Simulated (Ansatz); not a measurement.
## LuZn: from λ and ω_log to T_c, calculated with Ansatz

Space group Pm-3m (No. 221), 2 atoms in the cell of the first input below: a = 3.433 Å, b = 3.433 Å, c = 3.433 Å, α = 90.00°, β = 90.00°, γ = 90.00°.

The cell was built from a prototype of a structure type listed for this compound, relaxed without spin–orbit coupling to zero pressure (pressure 0.0 GPa with this functional, without spin–orbit coupling). Functional: PBEsol.

Input:

```yaml
crystal:
  lattice:
    - [3.4334085398, 0.0, 0.0]
    - [0.0, 3.4334085398, 0.0]
    - [0.0, 0.0, 3.4334085398]
  atoms:
    - { symbol: Lu, position: [0.0, 0.0, 0.0] }
    - { symbol: Zn, position: [0.5, 0.5, 0.5] }
basis:
  ecutwfc: 420
  ecutrho_ratio: 4
kpoints:
  mp_grid: { grid: [10, 10, 10] }
hamiltonian:
  xc: pbesol
scf:
  occupations: { method: methfessel_paxton, width: 0.2 }
output: {}
phonons:
  supercell: [2, 2, 2]
  qpath:
    path:
      - [[0.0, 0.0, 0.0], [0.0, 0.5, 0.0], [0.5, 0.5, 0.0], [0.0, 0.0, 0.0], [0.5, 0.5, 0.5], [0.0, 0.5, 0.0]]
      - [[0.5, 0.5, 0.5], [0.5, 0.5, 0.0]]
    npoints: 6
  electrical_resistivity: { mesh: [20, 20, 20], temperatures: [50, 100, 200, 300, 500] }
  superconductivity: { mesh: [20, 20, 20], eliashberg_equations: false }
```

```bash
ansatz run input.yaml --threads 8 --pin off --max-ram 15360MiB --backend cpu --events-out ev --progress --plain --runs-dir out
```

Time: 3.4 min on 8 threads of Intel(R) Xeon(R) Processor @ 2.50GHz (Skylake/Cascade Lake), on a shared host, peak memory 2.8 GiB.

On the finest mesh λ = 0.4655, ω_log = 11.563 meV, N(E_F) = 0.859 states per eV, spin and cell. λ by mesh: 20×20×20 0.465, 10×10×10 0.463, 5×5×5 0.518.

Q: What T_c does McMillan's formula in the Allen–Dynes form give for μ* = 0.10?

A: T_c = (ω_log/1.2) exp[−1.04(1+λ)/(λ − μ*(1+0.62λ))] = (134.18 K/1.2) × exp(−1.5241/0.3366) = 1.21 K. By mesh, finest first, the same formula gives 1.21, 1.16, 1.89 K.

| μ* | McMillan (K) | Allen–Dynes with strong-coupling factors (K) |
| --- | --- | --- |
| 0.08 | 1.67 | 1.70 |
| 0.10 | 1.21 | 1.23 |
| 0.12 | 0.83 | 0.85 |
| 0.13 | 0.67 | 0.68 |
| 0.14 | 0.53 | 0.54 |
| 0.16 | 0.31 | 0.32 |
| 0.20 | 0.07 | 0.07 |

Caveats: no spin-orbit coupling, which matters for these elements; small supercell, couplings not converged in it; with so small a supercell and a typed μ*, T_c can miss a measured one by a factor of two or more.

LuZn comes out as a weak-coupling, phonon-mediated superconductor, with a predicted T_c that depends strongly on the Coulomb repulsion. Raising μ* from 0.10 to 0.14 lowers the McMillan value from 1.21 to 0.53 K, and at 0.20 almost nothing is left. The repulsion is subtracted from the phonon attraction in the denominator of an exponent, so even moderate changes in either shift T_c strongly. The same leverage turns the larger λ of the coarsest mesh into a clearly higher T_c, whereas the strong-coupling factors barely matter, as expected at this λ.

The low ω_log is consistent with heavy atoms in a metallic lattice and keeps the prefactor small. The filled 4f shell of trivalent Lu carries no local moment that would break pairs, so conventional pairing is plausible; the states at the Fermi level are probably largely Lu 5d in character. The numbers support superconductivity at low temperature at most, not a precise transition temperature. Which phonon branches carry the coupling can't be read from the integrated λ.
